Q: I ran trifluoroacetonitrile, CF₃CN, through every level I could find and compared the energy needed to pull it into free atoms with the measured one. I hoped that the better methods would come closer. What should I look at first?

Atomization energies of CF₃CN (neutral singlet), computed with Ansatz 0.2.0 at the listed levels in the 6-31G basis, at the MP2(full)/6-31G* geometry and without relativity. Correlated wave-function levels keep the 1s cores frozen. The measured value is electronic, with zero-point and thermal terms removed.

| level | computed less measured atomization energy (kJ/mol) | rough wall time (s) |
| --- | --- | --- |
| RHF | -1395.8 | 1 |
| UHF | -1394.5 | 1 |
| RMP2 | -471.0 | n/a |
| CISD | -863.1 | 20 |
| RCCSD | -615.9 | n/a |
| RCCSD(T) | -575.9 | 2 |
| BCCD(T) | -574.4 | 2 |
| RCCSDT | -576.1 | n/a |
| RCCSDT(Q) | -568.5 | 10 |
| PBE | -36.4 | 1 |
| revPBE | -188.3 | 2 |
| r2SCAN | -240.7 | 3 |
| PBE0 | -252.5 | 2 |
| B3LYP | -272.8 | 2 |
| wB97X-V | -267.2 | 6 |
| wB97M-V | -237.8 | 8 |
| B2PLYP | -364.6 | 2 |
| RPA-PBE | -851.4 | 2 |

A: Look at the sign. The miss is computed minus measured atomization energy, and it is negative in every row, so every level binds the molecule too weakly. The measured value is 2676 kJ/mol. Then compare the most complete treatment of the electrons, RCCSDT(Q), with the simple functional PBE. The first misses by 568.5 kJ/mol and the second by only 36.4. That order doesn't rank the methods by quality, and the reason lies in what the small basis does to each of them and in an error that PBE brings along itself.

Q: Let us start at the bottom, then. Why is Hartree-Fock so poor?

A: Hartree-Fock, the row RHF, lets each electron feel only the average field of the others. Electrons really avoid one another from moment to moment, and this correlation lowers the energy. It lowers the molecule more than the atoms, because bonding brings electrons together in pairs. Count the valence electrons: the separate atoms hold 12 doubly occupied orbitals and 10 unpaired electrons, while the molecule holds 17 doubly occupied orbitals. A method without correlation therefore leaves out energy that favours the molecule. Mainly for this reason, and partly because of the small basis, it finds only 48 % of the measured binding.

Q: Coupled cluster puts the correlation back. Why does it stop so far from the experiment?

A: It does put back a great deal. RCCSDT(Q) treats single, double and triple excitations fully and quadruple ones approximately, and it binds 827 kJ/mol more than RHF. The steps then become small. Approximate triples, the (T) in RCCSD(T), add 40 kJ/mol to RCCSD, and approximate quadruples add 7.6 to RCCSDT. The series is settling down, but to the answer for this basis and not to the answer for nature.

Q: What does the basis lack?

A: 6-31G describes these atoms with s and p functions only. A p orbital on fluorine or nitrogen must deform when a bond forms, and the deformation needs some d character. The density between the atoms therefore can't take its best shape, and this already hurts Hartree-Fock.

The second defect concerns correlation. Two electrons in a p orbital can avoid each other by staying on different sides of the nucleus, and this angular motion again calls for d functions and higher ones. Coupled cluster builds the avoidance from excitations into empty orbitals. If the right empty orbitals don't exist, a longer list of excitations can't replace them.

Q: Is that shown by the numbers, or are you arguing it?

A: The numbers show that the list of excitations is nearly exhausted. A full treatment of a small set of important orbitals, not counted in the RCCSDT(Q) energy, would lower the molecule by only about 1 kJ/mol more. That the remaining miss is mostly basis error is an argument from theory. For a molecule of this size with atoms this light, frozen cores and relativity together usually matter by something like ten kJ/mol, which is far less than what remains.

Q: My output warned me that the restricted solution is unstable. Couldn't the molecule simply be a hard case for coupled cluster?

A: The instability is real but mild. When the electrons of opposite spin are allowed different orbitals, in the row UHF, the binding grows by only 1.3 kJ/mol. The UHF solution is then no longer a pure singlet, which is what a warning of spin contamination means, but little energy hangs on it. In a molecule with nearly broken bonds this freedom would bring much more. The short steps from triples to quadruples say the same: one electron configuration dominates, and coupled cluster starts from a sound place.

Q: Then explain RMP2. It is a cruder theory than RCCSD(T), yet it comes closer to the experiment.

A: RMP2 treats correlation to second order only, so each pair of electrons is corrected without regard to the other pairs. To see where its advantage comes from, write the binding as the energy of the free atoms less the energy of the molecule. If two levels are compared, the difference in the atoms equals the difference in binding plus the difference in the molecular energy. No parameter enters.

Now put in the values. RMP2 binds 104.9 kJ/mol more than RCCSD(T), but its molecule lies 37.3 kJ/mol higher. Its free atoms together must then lie 104.9 + 37.3 = 142.2 kJ/mol higher. RMP2 describes the molecule slightly worse and the atoms much worse, and the second fault looks like stronger binding.

Q: Why should free atoms be difficult for it?

A: The sum doesn't tell us which atoms are to blame, but carbon is a likely candidate. A free carbon atom has a filled 2s orbital and an empty 2p orbital not far above it. The 2s pair can move into that empty orbital at little cost, and second-order theory is known to underrate the energy gained in this way. In the molecule the 2p orbitals of carbon are used in bonds, so this particular weakness is largely gone. The better agreement of RMP2 is thus an error in the atoms set against an error of the basis.

Q: CISD goes the other way. It also includes single and double excitations, just like RCCSD, and yet it loses a lot of binding.

A: The same sum shows that its fault sits in the molecule. CISD binds 247 kJ/mol less than RCCSD. Its molecule lies 262 kJ/mol higher, while its atoms together lie only about 15 kJ/mol higher.

The cause is a well-known defect of a truncated list of configurations. Suppose that one pair of electrons is excited in a C–F bond while another pair is excited in the C≡N bond. Together that is a quadruple excitation, and CISD leaves it out, although it consists of two ordinary events in different places. RCCSD includes such products automatically. A single atom has few pairs and loses little by the omission, whereas the molecule has many pairs and loses much. This is what is meant when CISD is said not to be size-consistent.

Q: So much for wave functions. Why do the density functionals do better in the very same basis?

A: Take the five that lie close together: r2SCAN, PBE0, B3LYP, wB97X-V and wB97M-V. Their average miss is 254 kJ/mol, and on average they bind 314 kJ/mol more than RCCSDT(Q). They don't describe the electrons more completely. They obtain the energy of correlation from a formula that uses the density and the occupied orbitals, and the formula was designed to give the full effect.

A functional of this kind therefore needs few empty orbitals to account for correlation. It needs only a reasonable density, and s and p functions supply most of that. What it can't escape is the first defect, the density that is too stiff in the bonds. I would ascribe most of the common miss of these five to that stiffness, since functionals of this class come much closer to measured atomization energies when the basis is good.

Q: And PBE? With a miss that small, I was about to recommend it.

A: Compare it with its close relative revPBE before you do. The two differ only in the exchange part, in how strongly they reward a density that varies rapidly. Free atoms have more of such regions than a molecule, so the stronger reward in revPBE lowers the atoms more and weakens the binding. This one change costs 152 kJ/mol, about four times the whole miss of PBE.

PBE0 tells a similar story by another route. It replaces a quarter of the PBE exchange by exact exchange and binds 216 kJ/mol less. Approximate exchange imitates some of the correlation between the two ends of a bond and so favours molecules, multiple bonds above all. PBE is known to bind such molecules too strongly in a good basis. Here that excess meets the deficit of a poor basis, and the two nearly cancel.

Q: Would a better basis then make PBE worse?

A: That is what the argument implies. The added functions would strengthen the binding at every level, and PBE has almost no room left before it passes the measured value. The coupled-cluster rows have a great deal of room and should gain much more than PBE.

Q: Two functionals still don't fit your picture. B2PLYP and RPA-PBE stand high on the ladder of functionals, but they fall behind the others.

A: They fit it rather well, because both take correlation from empty orbitals. B2PLYP mixes in a share of second-order correlation, and it binds 92 kJ/mol less than B3LYP. Part of that loss should come from the basis, and part from its larger share of exact exchange; the two rows can't separate them.

RPA-PBE goes further and builds all its correlation from excitations out of PBE orbitals. It thus feels the small basis too, perhaps more than coupled cluster does, and it falls another 283 kJ/mol below RCCSDT(Q). The table can't divide that gap between the basis and the method, but the method has a share in it. The random-phase approximation describes electrons at short distance poorly, and it is known to bind molecules too weakly even in large basis sets. In this row two errors of the same sign add up, where in PBE two errors of opposite sign cancel.

Q: How would I guess the order for a similar molecule before I run it?

A: Ask of each method where its correlation comes from. If there is none, the miss will be the largest. If it comes from empty orbitals, a basis without d functions will hold the method back, however refined it is. If it comes from the density, the method will suffer less, and its own habit of binding too much or too little will decide where it lands. Then ask whether the method treats free atoms and molecules equally well, which is where RMP2 and CISD go astray in opposite directions.

Q: Fluorocarbon gases are used for plasma etching in chip making. Could I feed such energies into a model of the plasma?

A: Not from this basis. A plasma model needs the energy to break one bond at a time, and a total for all the bonds doesn't tell you how its error is shared among them. The small miss of PBE would be the most tempting number and the least safe, since a cancellation in the total need not hold for a single C–F or C–C bond. Enlarge the basis first, and choose between the methods afterwards.
